# Choosing a level for the magnetisability of phosphole

For the isotropic GIAO magnetisability of 1H-phosphole the basis set decides and the functional hardly matters. B3LYP moves by 8.3 % over five bases, while three functionals in one basis stay within 1.2 % of each other. This holds only until the basis is adequate: over the three largest bases B3LYP moves by 0.8 %, less than the functionals do. The anisotropy behaves differently: the basis span is 8.6 % and the functional span 7.6 %, so both choices count. These percentages are relative to B3LYP/aug-pcSseg-1, which has the largest basis and serves as a yardstick, not as the right answer.

Isotropic magnetisability and molar susceptibility of 1H-phosphole (C4H5P), computed with PySCF 2.14.0 by non-relativistic GIAO Kohn-Sham DFT with density fitting, in the gas phase at the PBE0-D3(BJ)/def2-SVP geometry. The anisotropy is the root of half the summed squared differences of the principal values.

| level | magnetisability (1e-30 J/T^2) | magnetisability anisotropy (1e-30 J/T^2) | susceptibility (1e-6 cm^3/mol) |
| --- | --- | --- | --- |
| KT2/3-21G | -966.8 | 646.8 | -58.22 |
| B3LYP/3-21G | -955.0 | 636.1 | -57.51 |
| mPW1PW91/6-31G | -941.8 | 676.9 | -56.72 |
| LDA/aug-pcSseg-1 | -911.2 | 748.8 | -54.87 |
| B3LYP/pcSseg-1 | -905.2 | 678.8 | -54.51 |
| B97-2/aug-pcSseg-1 | -902.4 | 697.5 | -54.34 |
| B3LYP/aug-pcSseg-1 | -900.1 | 696.1 | -54.21 |
| B3LYP/6-31++G(d,p) | -898.2 | 693.5 | -54.09 |
| B3LYP/6-31G(d) | -880.4 | 651.9 | -53.02 |

## What is computed

The magnetisability tensor is $\xi_{\alpha\beta}=-\partial^2E/\partial B_\alpha\partial B_\beta$, and the column gives the mean $\xi$ of its three principal values, negative for a diamagnet. The susceptibility is the same number per mole in cgs units, $\xi N_A\mu_0/4\pi$, and adds nothing new. The anisotropy of this nearly flat ring is, within 0.9 % in every row, the gap between the response along the ring normal (inertial axis $c$) and the mean response in the ring (axes $a$, $b$). All rows share one closed-shell state and one fixed geometry, so every step is electronic. Nothing was fitted; the differences quoted here are listed in the output after the text, in $10^{-30}$ J/T².

## Why a small remainder decides

With the vector potential $\mathbf A=\tfrac12\mathbf B\times\mathbf r$, the kinetic energy $(\mathbf p+e\mathbf A)^2/2m_e$ yields a term $(e/2m_e)\,\mathbf B\cdot\mathbf L$ and a term $(e^2/8m_e)(\mathbf B\times\mathbf r)^2$. The second acts in first order and the first in second order, which gives for a field along $z$

$$\xi_{zz}=-\frac{e^2}{4m_e}\Big\langle\sum_i (x_i^2+y_i^2)\Big\rangle+\frac{e^2}{2m_e^2}\sum_{n\neq0}\frac{|\langle n|L_z|0\rangle|^2}{E_n-E_0}.$$

The diamagnetic term measures the extent of the ground-state density, and its mean over three axes is $-(e^2/6m_e)\langle\sum_i r_i^2\rangle$. The paramagnetic term is positive and needs excited states that the angular momentum $L_z$ can reach.

A neon atom shows how the two terms are tied. With the origin at the nucleus $L_z|0\rangle=0$, and only the diamagnetic term is left. If the origin is moved by a distance $R$, the mean diamagnetic term of the $N$ electrons gains $-(e^2/6m_e)NR^2$, and a paramagnetic term of equal size appears and cancels it. A molecule of separate spherical atoms would therefore have a large geometric part in each term and none in the sum. The picture stops at the bonds, where the density is not spherical about any centre and a true paramagnetic remainder survives.

The geometric part can be estimated with no parameter by placing $Z_A$ electrons on each nucleus $A$ at distance $R_A$ from the centre of mass:

$$\sum_A Z_AR_A^2\approx 47\,(\text{four C})+21\,(\text{P})+29\,(\text{five H})=97\ \text{Å}^2,$$

$$\xi^{\rm geom}=-\frac{e^2}{6m_e}\sum_A Z_AR_A^2\approx-47\times97\approx-4.6\times10^{3},$$

where $e^2/6m_e$ is $47\times10^{-30}$ J/T² per Å². Unrounded, the estimate is −4571, which is 81 % of the diamagnetic term of the yardstick row. It fails for the other 19 % because point electrons have no atomic extent, and it ignores the shift of charge between atoms.

Removing the geometric part from both terms of the yardstick row leaves −1081 of local diamagnetism and +181 of paramagnetism, which add up to the tabulated −900. GIAOs cancel the geometric part by construction, so these two remainders are what a basis has to describe. Each is uncertain by about 30 through the rounded coordinates, but the same estimate is subtracted in every row, so steps between rows are unaffected. Theory thus points to two needs, flexible virtual orbitals for the positive remainder and a proper density tail for the negative one.

The split has to be read with care, since the paramagnetic part is here the total less the diamagnetic part at the centre of mass. Charge that passes between an atom near the centre of mass and one farther out shifts the two parts in opposite directions and nearly leaves the sum alone, whereas an atom that swells changes the sum as well. The step from B3LYP to B97-2 may be a case of the first kind: +14.4 and −16.7 in the parts, −2.3 in the total. Opposite changes of the parts of that size carry little meaning.

## Polarisation functions: the large step

The three rows without polarisation functions are the three most negative, and their mean paramagnetic parts (4659 to 4683) all lie below those of the six polarised rows (4735 to 4753). The separation holds across five functionals, although mPW1PW91/6-31G changes functional and basis together and its two effects can't be told apart. No functional was run in both 6-31G and 6-31G(d), so the effect of polarisation functions alone is inferred and not isolated. Too little paramagnetic response makes the molecule look too diamagnetic.

For B3LYP the remainder is +108 in 3-21G against +181 at the yardstick, well beyond the bookkeeping shifts. Against the yardstick the total is too negative by 74.5 in the ring directions and by only 15.7 along the normal, which lowers the anisotropy. Missing polarisation functions alone don't explain that contrast. The step to 6-31G(d) changes both directions, by +79.7 and +64.4, so the anisotropy gains only 15.8, and most of the rest comes with 6-31++G(d,p). In pcSseg-1, also without diffuse functions, the gain is already 42.7, so the share depends on the basis family. A likely reason for the stronger paramagnetic response is that d functions give the orbitals more angular freedom to follow the field, but these rows don't isolate it. Whether the d shell on phosphorus or on carbon does more is untested.

The ³¹P shielding of the same B3LYP runs agrees in sign. In 3-21G it is 48.6 ppm higher than in 6-31++G(d,p), as too weak a paramagnetic deshielding would give, whereas 6-31G(d) differs by −5.6 ppm. This is weak support at best, because pcSseg-1, which is also polarised, lies 68.8 ppm below 6-31++G(d,p), a larger gap than that of 3-21G. The shielding thus depends strongly on other features of the basis too, and 3-21G also describes the core and inner valence, to which shielding is sensitive, more crudely than 6-31G.

## Diffuse functions: a step without a fixed sign

B3LYP/6-31G(d) overshoots and is the least negative row, so the B3LYP series is not monotonic in basis size. Going on to 6-31++G(d,p) changes $\xi$ by −17.8, made of −32.0 diamagnetic and +14.1 paramagnetic. The weight $r^2$ favours the density tail, which diffuse functions extend. The total changes mostly along the normal (−45.0), where the diamagnetic part changes by −27.1 and the paramagnetic part by −17.9. The step also adds p functions on hydrogen, so it isn't a pure test of the tail, and 3-21G is more diamagnetic than 6-31G(d) without any diffuse function.

Augmenting pcSseg-1 moves the two parts in the same directions, by −4.4 and +9.5, but now the positive one wins and the net is +5.1. Parts this small are within the bookkeeping shifts seen above, so only the net steps should be relied on. Their signs differ, and two pairs of bases don't show what in the parent basis sets the sign. No fixed correction for diffuse functions can be carried from one family to another.

## Where the functional enters

In aug-pcSseg-1, LDA differs from B3LYP by −45.5 along the normal and by +6.1 in the ring. The mean dilutes a change along one axis threefold and the ring change offsets part of it, leaving −11.1. The anisotropy takes the difference of the two directions and rises by 52.7. KT2 is likewise more negative along the normal than B3LYP in 3-21G, but only by 18.8, and it also falls by 8.3 in the ring, so its anisotropy rises far less.

The simple rule that a smaller orbital gap gives more paramagnetism fails here. LDA has a gap of 3.70 eV against 5.13 eV for B3LYP, yet its paramagnetic part along the normal is lower by 54.3. Hybrid gaps are widened by exact exchange and are not the denominators of the sum over states, so the two gaps are not like quantities. It is a guess that functionals without exact exchange delocalise the $\pi$ electrons more and sustain a stronger diatropic circulation.

The anisotropy itself can't settle that guess. The SMILES string c1cc[pH]c1 marks the ring as aromatic, but phosphorus is pyramidal, with an angle sum of 294°, and the C–C bonds alternate between 1.36 and 1.45 Å. Localised double bonds and a flat $\sigma$ frame are anisotropic without any ring current.

## What to use

For a purpose that tolerates 10 %, such as a diamagnetic correction to a large paramagnetic signal, every row serves. The worst departures from the yardstick are 7.4 % in $\xi$ (KT2/3-21G) and 8.6 % in the anisotropy (B3LYP/3-21G). The choice of basis alone moves $\xi$ by up to 8.3 % here, so values from different bases should not be subtracted from one another.

For 2 % in $\xi$, measured from the yardstick and not from experiment, the choice among these rows is a polarised basis with diffuse functions, or plain pcSseg-1. The five such rows lie within 1.2 % of the yardstick, and B3LYP/6-31G(d) falls just outside at 2.2 %. The total energy is no guide: B3LYP in 6-31G(d) and in pcSseg-1 differs by only 0.8 millihartree, and yet $\xi$ differs by more than the whole spread of those five rows.

For 2 % in the anisotropy only B3LYP/6-31++G(d,p) and B97-2/aug-pcSseg-1 join the yardstick, within 0.4 %. Plain pcSseg-1 is 2.5 % low, 6-31G(d) is 6.3 % low and LDA is 7.6 % high. The fair value of mPW1PW91/6-31G comes from being too negative in both directions at once, a cancellation that should not be relied on.

On cost, rough recalled function counts $N$ and a scaling of $N^3$ to $N^4$ put 6-31G(d) at 3 to 4 times 3-21G and 6-31++G(d,p) at 9 to 20 times. The same count makes aug-pcSseg-1 a further threefold or fourfold dearer, and for this molecule with B3LYP the extra buys little. The estimate covers basis size only and is good to a factor of a few.

An accuracy of 1 % is beyond what these rows can certify. All bases are of double-zeta valence quality and may share an error, and the rows describe a rigid gas-phase molecule without vibrational averaging or relativity, which would have to be weighed before a functional is blamed. B3LYP and B97-2 differ by only 2.3, and without a reference value no functional here can be ranked. None of them depends on the current that the field induces, a known gap of standard functionals for magnetic properties. The working rule is to take a polarised and augmented basis first, to check it once against a triple-zeta set, and to test the functional on the component along the ring normal, where the open choice between LDA and the hybrids lies.

Numerical output:

```
unit factor 0.06022; worst mismatch of susceptibility 0.005e-6 cm3/mol; xi in 1e-30 J/T^2, rounding 0.05
level | rough functions | xi, minus B3LYP/aug-pcSseg-1, % of size | anisotropy, minus same, %
KT2/3-21G             60 |  -966.8  -66.7  +7.4 |  646.8  -49.3  -7.1
B3LYP/3-21G           60 |  -955.0  -54.9  +6.1 |  636.1  -60.0  -8.6
mPW1PW91/6-31G        60 |  -941.8  -41.7  +4.6 |  676.9  -19.2  -2.8
LDA/aug-pcSseg-1     180 |  -911.2  -11.1  +1.2 |  748.8  +52.7  +7.6
B3LYP/pcSseg-1       110 |  -905.2   -5.1  +0.6 |  678.8  -17.3  -2.5
B97-2/aug-pcSseg-1   180 |  -902.4   -2.3  +0.3 |  697.5   +1.4  +0.2
B3LYP/aug-pcSseg-1   180 |  -900.1   +0.0  +0.0 |  696.1   +0.0  +0.0
B3LYP/6-31++G(d,p)   120 |  -898.2   +1.9  -0.2 |  693.5   -2.6  -0.4
B3LYP/6-31G(d)        80 |  -880.4  +19.7  -2.2 |  651.9  -44.2  -6.3
level | mean dia, mean para | total in ring (a,b), total along normal (c), para along c | gap eV
KT2/3-21G            -5625.6  4658.8 |  -752.6  -1395.1  6325.0 | 3.85
B3LYP/3-21G          -5634.6  4679.6 |  -744.3  -1376.3  6358.1 | 5.37
mPW1PW91/6-31G       -5624.4  4682.6 |  -717.6  -1390.3  6336.6 | 5.75
LDA/aug-pcSseg-1     -5646.6  4735.4 |  -663.7  -1406.1  6342.7 | 3.70
B3LYP/pcSseg-1       -5648.1  4743.0 |  -680.5  -1354.6  6399.2 | 5.18
B97-2/aug-pcSseg-1   -5638.1  4735.7 |  -671.6  -1364.1  6376.7 | 5.26
B3LYP/aug-pcSseg-1   -5652.5  4752.4 |  -669.8  -1360.6  6397.0 | 5.13
B3LYP/6-31++G(d,p)   -5651.6  4753.4 |  -668.8  -1356.9  6400.0 | 5.12
B3LYP/6-31G(d)       -5619.7  4739.3 |  -664.6  -1311.9  6417.9 | 5.20
step | change of xi = dia + para | in ring, along c (dia c, para c) | anisotropy
B3LYP/3-21G > B3LYP/6-31G(d) | +74.6 = +14.9 +59.7 | +79.7 +64.4 (+4.5 +59.8) | +15.8
B3LYP/6-31G(d) > B3LYP/6-31++G(d,p) | -17.8 = -32.0 +14.1 | -4.2 -45.0 (-27.1 -17.9) | +41.6
B3LYP/pcSseg-1 > B3LYP/aug-pcSseg-1 | +5.1 = -4.4 +9.5 | +10.6 -6.0 (-3.9 -2.1) | +17.3
B3LYP/6-31++G(d,p) > B3LYP/aug-pcSseg-1 | -1.9 = -0.9 -1.0 | -1.0 -3.7 (-0.7 -3.0) | +2.6
B3LYP/3-21G > B3LYP/aug-pcSseg-1 | +54.9 = -17.9 +72.8 | +74.5 +15.7 (-23.3 +38.9) | +60.0
B3LYP/aug-pcSseg-1 > LDA/aug-pcSseg-1 | -11.1 = +5.9 -17.0 | +6.1 -45.5 (+8.9 -54.3) | +52.7
B3LYP/aug-pcSseg-1 > B97-2/aug-pcSseg-1 | -2.3 = +14.4 -16.7 | -1.8 -3.5 (+16.9 -20.3) | +1.4
B3LYP/3-21G > KT2/3-21G | -11.8 = +9.0 -20.8 | -8.3 -18.8 (+14.2 -33.1) | +10.7
span B3LYP, five bases: xi 74.6 (8.3 %), anisotropy 60.0 (8.6 %)
span B3LYP, three largest bases: xi 7.0 (0.8 %), anisotropy 17.3 (2.5 %)
span aug-pcSseg-1, three functionals: xi 11.1 (1.2 %), anisotropy 52.7 (7.6 %)
span 3-21G, two functionals: xi 11.8 (1.3 %), anisotropy 10.7 (1.5 %)
mean para: unpolarised 4659 to 4683, polarised 4735 to 4753; (a,b) minus c matches anisotropy within 0.9 %
angle sum at P 294 deg; C-C 1.36 1.45 1.36 A; P-C 1.81 1.80 A (coordinates to 0.01 A)
c axis lies 4 deg from the normal of the four carbons
electrons on nuclei: dia a,b,c -2981 -3994 -6740; mean -4571 = 81 % of computed dia
left after removing it (about +-30): dia -1081, para +181 (B3LYP/aug-pcSseg-1); para +108 (B3LYP/3-21G)
para / |xi| = 5.3; 3-21G para deficit 1.5 % of para, 8.1 % of xi
rough cost against 3-21G, N^3 to N^4: 6-31G(d) 3-4; 6-31++G(d,p) 9-20; pcSseg-1 7-14; aug-pcSseg-1 28-85
31P shielding B3LYP: 3-21G minus 6-31++G(d,p) +48.6 ppm, 6-31G(d) minus same -5.6 ppm
B3LYP energy, mEh: aug-pcSseg-1 minus 6-31++G(d,p) +11.5; pcSseg-1 minus 6-31G(d) -0.8
```
